Dear colleague,

The low branch of a Z2-FET, together with one turn-on delay, is enough to fix a one-node feedback model completely, and the low branch alone is not. I work this through on a data set that I made for the exercise and rounded as your instruments would round it. The parameters behind it are to be found from the data.

**The model**

The device is a p-i-n diode in a thin silicon film on insulator. A positive front gate next to the p+ anode raises a barrier against holes, and a negative back gate raises one against electrons near the n+ cathode. Carriers that cross one barrier collect in the pocket that forms the other barrier and lower it. A feedback FET closes the same loop with barriers made in another way. I reduce the loop to one slow pocket with excess charge of magnitude $Q$, fed by a constant fraction $\gamma\le 1$ of the current and drained with a time constant $\tau$:

$$\frac{dQ}{dt}=\gamma I-\frac{Q}{\tau},\qquad I=I_0\exp\!\left[\frac{V}{nV_T}+\frac{Q}{CV_T}\right],\qquad V_T=\frac{kT}{q}.$$

Here $V=V_A-0.900$ V is the anode voltage counted from a reference inside the measured range, so $I_0$ is the current that would flow at 0.900 V without feedback. The factor $n$ is an empirical ideality, $C$ is the capacitance of the pocket to all electrodes, and both gates are held fixed. At 300 K, $V_T=25.85$ mV.

In the steady state $Q=\gamma\tau I$. Define

$$I^*=\frac{CV_T}{\gamma\tau},\qquad y=\frac{I}{I^*},\qquad a=\frac{I_0}{I^*}\,e^{V/nV_T}.$$

The current equation becomes $y\,e^{-y}=a$, that is $(-y)e^{-y}=-a$, so $y=-W(-a)$ with the Lambert function defined by $We^{W}=x$. Since $ye^{-y}$ has its maximum $1/e$ at $y=1$, there are two solutions for $a<1/e$ and none beyond. The principal branch $W_0$ gives $y<1$, the low branch. The branch $W_{-1}$ gives $y>1$. The loop gain $\partial(\gamma\tau I)/\partial Q$ at fixed $V$ equals $y$, and a small deviation of $Q$ decays at the rate $(1-y)/\tau$. The low branch is therefore stable and the other unstable at fixed voltage.

Taking the logarithm turns the curve into an explicit function of the current:

$$V=A\ln\frac{I}{I_0}-D\,I,\qquad A=nV_T,\qquad D=\frac{A}{I^*}=\frac{n\gamma\tau}{C}.$$

The swing follows by differentiation,

$$S=\frac{dV}{d\log_{10}I}=S_0\,(1-y),\qquad S_0=A\ln 10,$$

and it vanishes at $I=I^*$, where $V(I)$ has its maximum $V^*=A[\ln(I^*/I_0)-1]$. Above $V^*$ no steady state exists and the current jumps. Along the branch $V-V^*=A(\ln y-y+1)$, which near the fold gives $1-y\simeq\sqrt{2(V^*-V)/A}$. The model does not say where the jump lands. The on state needs the barriers to collapse, which a lowering linear in $Q$ cannot describe, so neither the on current nor the hysteresis width is within reach.

**The data, made for the exercise**

Two devices share an assumed geometry (width 1 µm, gate length 200 nm) and assumed biases (front gate $+1.2$ V, back gate $-1$ V) at 300 K. They differ in film quality, and the lifetimes are assumed to lie between 1 ns and 1 µs.

| Device A, $V_A$ (V) | $I$ (pA) | Device B, $V_A$ (V) | $I$ (nA) |
|---|---|---|---|
| 0.850 | 1.75 | 1.000 | 0.152 |
| 0.920 | 14.5 | 1.060 | 0.947 |
| 0.990 | 178 | 1.120 | 8.21 |
| 0.970 (held back) | 75.3 | | |

For A there are two further entries. In a sweep with 1 mV steps and 10 ms dwell it was still on the low branch at 0.996 V and had switched at 0.997 V. After a fast step from 0.700 V to 1.030 V the current passed 1 µA with a mean delay $t_d=291$ ns. I assign independent standard uncertainties of 0.5 % to each current and 1 % to the mean delay.

**Step 1: the static fit of device A**

The relation $V=A\ln I+B-DI$ with $B=-A\ln I_0$ is linear in $A$, $B$, $D$. Write $L_i=\ln I_i$ (current in pA) and subtract neighbouring rows, with the equal spacing $\Delta V=70$ mV:

$$\Delta V=A\,a_1-D\,b_1=A\,a_2-D\,b_2,$$

where $a_1=L_2-L_1=2.1145$, $a_2=L_3-L_2=2.5076$, $b_1=I_2-I_1=12.75$ pA and $b_2=I_3-I_2=163.5$ pA. Subtracting the two equations gives the jump current as a ratio of second differences,

$$I^*=\frac{A}{D}=\frac{b_2-b_1}{a_2-a_1}=\frac{150.75\ \text{pA}}{0.3931}=383\ \text{pA}.$$

With the determinant $\Delta=a_1b_2-a_2b_1=313.75$ pA one finds $A=\Delta V(b_2-b_1)/\Delta=33.63$ mV and $D=\Delta V(a_2-a_1)/\Delta=0.0877$ mV/pA, which is 87.7 MΩ. Carrying unrounded values onward, $n=1.301$, $S_0=77.4$ mV/dec, $I_0=7.70$ pA and $V^*=97.8$ mV, so the fold lies at $V_A=0.9978$ V.

The point held back tests the shape. At 0.970 V the Lambert solution gives $y=0.196$ and $I=75.1$ pA, against 75.3 pA in the table, a residual of 0.3 %. With made data this shows only that the rounding is harmless. With real data it is the first place where a fraction $\gamma$ that changes with current would appear.

At the highest point the loop gain is 0.464 and the swing 41.5 mV/dec. The swing drops below the thermal value $V_T\ln10=59.5$ mV/dec when $y>1-1/n=0.231$, that is above 89 pA. This covers the last 23 mV before the fold and 0.64 decade of current. The many steep decades of the device belong to the jump itself, where no steady state exists and a quoted swing reflects the voltage step of the sweep.

**What the static curve cannot decide**

The solution for $A$, $B$, $D$ is unique. Because $\ln I$ is strictly concave, the chord slopes obey $a_1/b_1>a_2/b_2$ for any three increasing currents, so $\Delta>0$. The map from these three numbers to the physics is not unique, in three ways.

First, $\tau$, $C$ and $\gamma$ enter only as $\gamma\tau/C$. The assumed range of lifetimes allows $C/\gamma=I^*\tau/V_T$ anywhere from 0.0148 fF to 14.8 fF.

Second, $A$ is the product $nV_T$, so $n$ is known no better than the temperature.

Third, a series resistance adds $+R_sI$ to the terminal voltage and replaces $D$ by $D-R_s$. It has the same functional form as the feedback, and no static fit can tell the two apart. An assumed 10 kΩ is negligible against 87.7 MΩ. The same algebra shows that a constant resistance never supplies an upper branch. It either leaves the fold in place at a larger current or, for $R_s>D$, removes it. A load above 87.7 MΩ would make $V(I)$ at the outer terminals monotonic and let you follow the $W_{-1}$ solution point by point.

**Step 2: the delay**

Let $y$ now stand for $Q/CV_T$, which equals $I/I^*$ in the steady state. The charge equation reads $\tau\,dy/dt=ae^{y}-y$, and with the overdrive $\varepsilon=(V-V^*)/A$ one has $a=e^{\varepsilon-1}$. The time unit is $\tau$ itself, free of $\gamma$ and $C$. Before the step $y\approx5\times10^{-5}$, which I set to zero. For $\varepsilon>0$ the right-hand side is positive everywhere and $y$ runs away in the finite time

$$t_d=\tau J(\varepsilon),\qquad J=\int_0^\infty\frac{dy}{ae^{y}-y}=\sum_{m=1}^\infty\frac{m!}{m^{m+1}}\,a^{-m}.$$

The series comes from expanding the integrand as $\sum_{k\ge0}y^k(ae^y)^{-k-1}$ and using $\int_0^\infty y^ke^{-(k+1)y}dy=k!/(k+1)^{k+1}$ with $m=k+1$. The ratio of successive terms tends to $1/(ea)=e^{-\varepsilon}$, so it converges above the fold. Near the fold the right-hand side is $\varepsilon+(y-1)^2/2$ and $J\to\pi\sqrt{2/\varepsilon}$. Far above it $J\to1/a$, the time to charge the pocket by $CV_T$ with the feedback-free current. Stopping the clock at 1 µA in place of infinity removes about $I^*/(1\,\mu\text{A})=3.8\times10^{-4}$ from $J$.

For the step to $V=130$ mV, $\varepsilon=0.9576$ and $a=0.9585$. The first terms are 1.0433, 0.2721, 0.0841 and 0.0278, and the sum is $J=1.442$. Hence

$$\tau=\frac{291\ \text{ns}}{1.442}=202\ \text{ns},\qquad \frac{C}{\gamma}=\frac{I^*\tau}{V_T}=2.99\ \text{fF}.$$

Since $J$ is fixed by the static fit, one delay gives one $\tau$. The part of the integral in which the current exceeds $10I^*$ is 0.117, or 8 % of the delay. Most of the waiting is done where the barrier has been lowered by less than 2.3 $V_T$, which is where the linear law is most credible.

Two ambiguities remain. The data give $C/\gamma$ and not $C$. If the pocket saw only the front gate, with an assumed equivalent oxide thickness of 3.0 nm and the typical relative permittivity 3.9 of SiO$_2$, then $C=2.30$ fF and $\gamma=0.77$. Back-gate and fringe coupling add to $C$, so on these assumptions 0.77 is a lower bound. And $\tau$ is the loss time of the pocket, $1/\tau=1/\tau_{\rm rec}+1/\tau_{\rm esc}$, which makes it a lower bound on the recombination lifetime.

**How errors carry through**

A relative error $\eta_i$ in $I_i$ changes $L_i$ by $\eta_i$ and $I_i$ by $I_i\eta_i$. For the jump current the ratio of second differences gives directly

$$\delta\ln I^*=\sum_i c_i\left(\frac{I_i}{b_2-b_1}-\frac{1}{a_2-a_1}\right)\eta_i,\qquad c=(1,-2,1).$$

The other static quantities follow by differentiating the expressions of step 1 in the same way. For the lifetime, $\delta\ln\tau=\delta\ln t_d+g\,\delta\varepsilon$ with $g=-d\ln J/d\varepsilon=1.409$ and $\delta\varepsilon=-\delta V^*/A-\varepsilon\,\delta\ln A$. The table lists the coefficients of $\eta_1,\eta_2,\eta_3$ and their sum in quadrature for 0.5 % each.

| Quantity | $\eta_1$ | $\eta_2$ | $\eta_3$ | from currents |
|---|---|---|---|---|
| $\ln A$ | 0.519 | −0.541 | 0.022 | 0.37 % |
| $\ln I_0$ | 0.213 | 0.826 | −0.039 | 0.43 % |
| $\ln I^*$ | −2.532 | 4.895 | −1.363 | 2.8 % |
| $V^*$ (mV) | −41.6 | 84.0 | −42.4 | 0.51 mV |
| $\ln\tau$ | 1.043 | −2.791 | 1.748 | 1.7 % |
| $\ln(C/\gamma)$ | −1.489 | 2.104 | 0.385 | 1.3 % |

The rows sum to zero for $A$, $V^*$ and $\tau$, and to one for $I_0$, $I^*$ and $C/\gamma$. A common gain error of the ammeter therefore leaves the lifetime untouched and passes one to one into the capacitance. The jump current is a curvature, and independent errors reach it amplified by 5.7. The errors of $I^*$ and $\tau$ are anticorrelated, which is why their product is better known than either factor. Adding the 1 % of the delay, the model's values for A are $n=1.301\pm0.005$, $I_0=7.70\pm0.03$ pA, $I^*=383\pm11$ pA, $\tau=202\pm4$ ns (2.0 %) and $C/\gamma=2.99\pm0.05$ fF (1.6 %).

Voltages deserve as much care. An error $\delta V_i$ in one static point acts like $\eta_i=-\delta V_i/[A(1-y_i)]$, about 0.3 % per 0.1 mV at the low points. The pulse height is more serious. Each millivolt between the pulse at the device and the static voltage scale moves $\tau$ and $C/\gamma$ by $g/A=4.2$ %, and a pulse higher than believed makes both come out too small. One millivolt would raise the uncertainty of $\tau$ to 4.6 %. The same coefficient applies if the barrier responds to a fast anode step differently from a slow one. A step closer to the fold does not help, since $g\to1/(2\varepsilon)$ grows there, while $g$ tends to its floor of 1 at large overdrive, where the delay becomes short.

**Why I did not use the observed jump as $V^*$**

The pocket holds few carriers. At the fold their number is $N^*=CV_T/q=\gamma I^*\tau/q$, which is 483 for $\gamma=1$ and 371 for the gate capacitance alone. Treat capture and loss as independent single-carrier events with rates $N^*ae^{y}/\tau$ and $N^*y/\tau$. Below the fold, with $\epsilon'=(V^*-V)/A$ and $u=y-1$, the drift is $(-\epsilon'+u^2/2)/\tau$, with a stable point at $u=-\sqrt{2\epsilon'}$ and an unstable one at $+\sqrt{2\epsilon'}$. The diffusion constant of $y$ is the sum of the two rates divided by $2N^{*2}$, which is $1/(N^*\tau)$ near $y=1$. The barrier is the integral of minus the drift between the two points, $\tfrac43\epsilon'\sqrt{2\epsilon'}/\tau$, and the drift has slope of magnitude $\sqrt{2\epsilon'}/\tau$ at both. The overdamped Kramers rate is then

$$r=\frac{\sqrt{2\epsilon'}}{2\pi\tau}\exp\!\left[-\frac{4\sqrt2}{3}N^*\epsilon'^{\,3/2}\right].$$

Setting $r$ times the 10 ms dwell equal to one gives an early switch by about 1.4 mV for 483 carriers and 1.7 mV for 371. That is roughly three times the fit uncertainty of $V^*$, and traps or supply noise can only add to it. The observed jump is thus a lower bound on the fold. Had I put $V^*$ at the middle of the bracket, 0.9965 V, the overdrive would have grown by 0.038 and $\tau$ by 5.4 % to first order. The same granularity gives single delays a scatter of order $N^{*-1/2}\approx0.05$, so the 1 % applies to an average over many pulses.

**Step 3: device B by the ratio**

With $\Delta V=60$ mV the second differences are 6.468 nA and 0.3304, so $I^*=19.6$ nA, with 3.4 % uncertainty from the same formula. The rest of step 1 yields $A=33.54$ mV, $n=1.297$, $I_0=7.65$ pA and $V^*=229.7$ mV. The slope and the feedback-free current are nearly those of A, while the jump current is 51 times larger. No delay is given, and at a few nanoseconds it would be comparable with the pulse edge. If B shares $C/\gamma$ with A, an assumption that the common geometry suggests and the data do not test, then

$$\tau_B=\tau_A\,\frac{I^*_A}{I^*_B}=3.95\pm0.15\ \text{ns},$$

where 3.4 % and 1.6 % combine to 3.7 %. Here $D=1.71$ MΩ, and the assumed 10 kΩ of series resistance would bias $I^*$ upward by 0.6 %, small against the bar but growing as the lifetime falls.

**What the model says across the range**

The product $I^*\tau=CV_T/\gamma$ is fixed at $7.74\times10^{-17}$ C, so the jump current runs from 77 nA at 1 ns to 77 pA at 1 µs. At fixed $I_0$ and $n$ the fold moves down by $S_0$, 77.4 mV, for each decade of lifetime gained, 232 mV over the whole range. The turn-on voltage is thus a logarithmic gauge of lifetime, valid only where the low branch confirms that $I_0$ and $n$ have not moved as well.

All these numbers are the model's, not those of a fabricated transistor. I chose the data so that turn-on falls somewhat below the front-gate bias, as is typical of such devices, and so that both lifetimes lie in the assumed range. For a real wafer I would ask for three things: more static points between loop gains of 0.2 and 0.7, so that a least-squares fit replaces the three-point solution and the constancy of $\gamma$ is tested; delays at two or three overdrives, which must all return the same $\tau$ through $J(\varepsilon)$; and the pulse height calibrated at the pad against the static source to a fraction of a millivolt.